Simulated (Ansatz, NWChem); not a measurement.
**How basis sets differ on GeH4 (SMILES [GeH4])**

GeH4, singlet, SMILES `[GeH4]`. Each level relaxes the structure for itself.

Each level gives the highest harmonic wavenumber at each level's own minimum (cm⁻¹). The values are calculated.

| level | kind | program | value (cm⁻¹) |
| --- | --- | --- | --- |
| HF/STO-3G | Hartree–Fock | Ansatz | 2505 |
| HF/3-21G | Hartree–Fock | Ansatz | 2168 |
| HF/6-31G* (spherical functions) | Hartree–Fock | NWChem | 2255 |
| HF/6-31G* (Cartesian functions) | Hartree–Fock | Ansatz | 2248 |
| HF/cc-pVTZ | Hartree–Fock | Ansatz | 2248 |

All-electron rows without a relativistic Hamiltonian named are non-relativistic. Harmonic and unscaled. The values span 2168 to 2505 cm⁻¹. Without the sets that lack polarisation functions the rows with a basis span only 2248 to 2255 cm⁻¹.

The highest mode of GeH4 is a Ge–H stretch, so these values mainly measure how stiff each basis makes the bond. The minimal set gives by far the stiffest, at 2505 cm⁻¹, and the split-valence 3-21G set the softest, at 2168 cm⁻¹, so the wavenumber does not fall steadily as the basis grows. The likely reason is that a minimal valence shell cannot adapt its radial extent as the bond stretches, whereas splitting the shell allows this and polarisation functions then restore some bond strength.

The close agreement between 6-31G* and cc-pVTZ suggests that little basis-set error remains in this mode at the Hartree–Fock level, but not that the value is physically accurate. The observed Ge–H stretching fundamentals lie below all the tabulated values, as expected when electron correlation and anharmonicity are both missing. The 3-21G result comes closest to them probably because its basis-set error offsets part of that overestimate, which is no evidence of a better description of the bond.
